SiF₄ (neutral singlet), computed with Ansatz 0.2.0 at the levels listed, in the 6-31G basis and at the MP2(full)/6-31G* geometry. The correlated wave-function methods keep the core electrons frozen, and relativity is not included.

| level | computed less measured atomization energy (kJ/mol) | rough wall time (s) |
| --- | --- | --- |
| RHF | -1201.7 | 0.4 |
| RMP2 | -646.7 | n/a |
| CISD | -886.8 | 8 |
| RCCSD | -747.2 | n/a |
| RCCSD(T) | -732.9 | 0.8 |
| BCCD(T) | -731.9 | 0.8 |
| RCCSDT | -733.3 | n/a |
| RCCSDT(Q) | -729.4 | 40 |
| PBE | -495.3 | 0.7 |
| BLYP | -532.1 | 0.6 |
| r2SCAN | -545.8 | 2 |
| PBE0 | -613.7 | 1 |
| B3LYP | -592.3 | 1 |
| BHLYP | -725.4 | 1 |
| wB97M-V | -549.1 | 4 |
| B2PLYP | -628.1 | 1 |
| RPA-PBE | -986.4 | 1 |

Every level in the table binds SiF₄ too weakly, and the scale of the error is worth remembering: hundreds of kJ/mol, where thermochemistry asks for about four. RHF recovers half of the measured atomization energy. Even RCCSDT(Q), the highest coupled-cluster level here, recovers only 70% and falls short by 729 kJ/mol, or about 180 kJ/mol for each Si–F bond. The practical question is whether a better level or a better basis would remove this error.

**Most of the error probably lies in the basis**

The coupled-cluster rows answer most of that question. Perturbative triples add 14 kJ/mol to RCCSD, and going on from RCCSD(T) to RCCSDT(Q) adds only 3.5 kJ/mol. The molecule is a closed shell well described by one determinant, so such small steps mean that the treatment of correlation has nearly settled. RCCSDT(Q) can therefore stand for the exact answer within this small basis and with frozen cores, and its remaining miss must come mainly from the basis itself or from effects that every level here leaves out, such as relativity.

Theory points to the lack of d functions. In SiF₄ the electrons on silicon and fluorine sit in the strong, directed field of polar bonds, and d functions let the density shift and bend towards those bonds. A free atom has no such field: it needs d functions for its correlation, but hardly for its mean-field density. The polarization error is thus made in the molecule and hardly cancelled by the atoms, and it should grow with the number and polarity of the bonds. No second basis is compared here, so this assignment is argued, not measured, but relativity and core correlation are usually of the order of ten kJ/mol in such a molecule.

Each level now has to be judged twice: against the measured value, which includes the basis error, and against RCCSDT(Q), which shares the basis. The second test is strict only for wave functions, since a functional need not have the same basis error. The two verdicts often disagree. RMP2 and most of the functionals come closer to experiment than RCCSDT(Q) does, yet this says little about their quality.

**CISD: too little correlation in a molecule of many pairs**

CISD allows at most two electrons to be excited at once. If a pair in one Si–F bond is excited, the pairs in the other bonds must wait, although in reality they correlate almost independently. The more pairs a system has, the larger the share of correlation that is lost. Atomization energies suffer badly, because the molecule has many more pairs than any of its atoms.

The size of the loss can be estimated without a fitted parameter. Roughly, the CISD amplitude of a double excitation is its coupling to the reference determinant divided by an energy gap. This gap contains the correlation energy of the whole molecule, although most of that energy belongs to pairs that the excitation leaves alone. Removing that energy to first order gives

loss ≈ E·w/(1 − w),

where E is the size of the CISD correlation energy and w the weight of all excited determinants. This is the renormalised Davidson correction.

For SiF₄ the same calculation gives E = 12.99 eV. Half the number of electrons promoted to the empty natural orbitals gives w = 0.0965, if single excitations are neglected. The loss is then 12.99 × 0.0965/0.9035 ≈ 1.39 eV, or 134 kJ/mol.

The CISD energy of the molecule actually lies 157 kJ/mol above that of CCSD, so the estimate accounts for about 85% of the gap. A first-order correction does not capture the rest. In the atomization energy the difference from RCCSD is slightly smaller, 140 kJ/mol, because the atoms lose some correlation too. CISD is a poor choice here: its formal cost grows as steeply as that of CCSD, which does not have this fault.

**RMP2: a good molecule set against poorer atoms**

RMP2 binds SiF₄ by 86 kJ/mol more than RCCSD(T). The molecule is not the reason, since its correlation energies at the two levels differ by only about 4 kJ/mol. If both levels start from the same atomic determinants, the RMP2 atoms must lack some 90 kJ/mol of correlation in total. The molecule then looks more stable by comparison. The smaller miss against experiment is one error partly hiding another.

**Functionals: a small miss is not a recommendation**

Among the functionals, the share of exact exchange has a clear effect. Semilocal exchange tends to favour molecules over free atoms, partly because it imitates the correlation of electrons that share a bond. Exact exchange removes this bias without supplying the correlation that it stood for, so binding weakens. Each additional 10% of exact exchange costs 47 kJ/mol between PBE and PBE0, and 39 kJ/mol between BLYP and BHLYP.

With the orbitals held fixed, the energy is linear in this share. A straight line through BLYP and BHLYP puts the B3LYP miss at −609 kJ/mol, against −592 kJ/mol computed. B3LYP was not used to draw the line. It also mixes its semilocal parts differently, so an error of 17 kJ/mol is no surprise, and the line serves for orientation rather than for thermochemistry.

Two tempting results need care. PBE has the smallest miss of all, 495 kJ/mol. It often overbinds molecules, and any overbinding here would hide part of the basis error, but the table cannot separate the two. BHLYP agrees with RCCSDT(Q) within 4 kJ/mol, but a wave function must build its correlation from the few empty orbitals of this basis, whereas a semilocal functional takes it from the density. Their agreement is a coincidence of different errors. RPA-PBE falls 257 kJ/mol below RCCSDT(Q); it is known both to underbind and to converge slowly with the basis, and these rows do not separate the two.

**What to choose**

The first expense should be a larger basis with d functions on silicon and fluorine. RCCSD(T) is the sensible level to combine with it, since the triples already add 14 kJ/mol in this small basis. Steps beyond it become worthwhile only when the basis error has been brought down to a few kJ/mol, and by then relativity and core correlation matter as well. A functional should be chosen by its performance in a good basis, not by its place in this table.

The costs point the same way. RCCSD(T) took about a second and RCCSDT(Q) about 40 s, though such short times on shared machines are only a rough guide. By formal scaling, doubling the number of empty orbitals makes the triples step of RCCSD(T) about 16 times dearer. That money goes towards an error of hundreds of kJ/mol, while the step to RCCSDT(Q) buys less than four.

SiF₄ is the volatile product when fluorine plasmas etch silicon in device manufacture. An error of nearly 2 eV per Si–F bond, unless cancelled elsewhere in the reaction, would make the etching step look far less favourable than it is. The printed analysis below gives the comparison for every level and the tests of both simple models.

Output of the analysis:

```
Atomization energy by level:
        row  computed kJ/mol  percent of measured  miss per bond kJ/mol  less RCCSDT(Q) kJ/mol
        RHF             1196                49.89                -300.4                 -472.3
       RMP2             1751                73.03                -161.7                   82.7
       CISD             1511                63.02                -221.7                 -157.4
      RCCSD             1651                68.84                -186.8                  -17.8
   RCCSD(T)             1665                69.44                -183.2                   -3.5
    BCCD(T)             1666                69.48                  -183                   -2.5
     RCCSDT             1665                69.42                -183.3                   -3.9
  RCCSDT(Q)             1668                69.58                -182.3                      0
        PBE             1903                79.34                -123.8                  234.1
       BLYP             1866                77.81                  -133                  197.3
     r2SCAN             1852                77.24                -136.4                  183.6
       PBE0             1784                74.41                -153.4                  115.7
      B3LYP             1806                 75.3                -148.1                  137.1
      BHLYP             1672                69.75                -181.3                      4
    wB97M-V             1849                 77.1                -137.3                  180.3
     B2PLYP             1770                73.81                  -157                  101.3
    RPA-PBE             1412                58.86                -246.6                   -257
Correlation part of the atomization energy, RCCSDT(Q) less RHF, kJ/mol: 472.3
Step from RCCSD to RCCSD(T), kJ/mol: 14.3
Step from RCCSD(T) to RCCSDT, kJ/mol: -0.4
Step from RCCSDT to RCCSDT(Q), kJ/mol: 3.9
Step from RCCSD(T) to RCCSDT(Q), kJ/mol: 3.5
CISD less RCCSD atomization energy, kJ/mol: -139.6
CISD energy of the molecule above CCSD, kJ/mol: 157.2
Weight of excited determinants in CISD, percent: 9.652
Estimated size-consistency loss of the molecule, kJ/mol: 133.9
Estimated loss over the CISD-CCSD gap, percent: 85.15
Molecular correlation missing in MP2 against RCCSD(T), kJ/mol: 4.204
RMP2 less RCCSD(T) atomization energy, kJ/mol: 86.2
Implied correlation missing in the MP2 atoms, kJ/mol: 90.4
Change per 10 percent exact exchange, PBE to PBE0, kJ/mol: -47.36
Change per 10 percent exact exchange, BLYP to BHLYP, kJ/mol: -38.66
B3LYP miss predicted from the BLYP-BHLYP line, kJ/mol: -609.4
Prediction less computed B3LYP miss, kJ/mol: -17.12
```
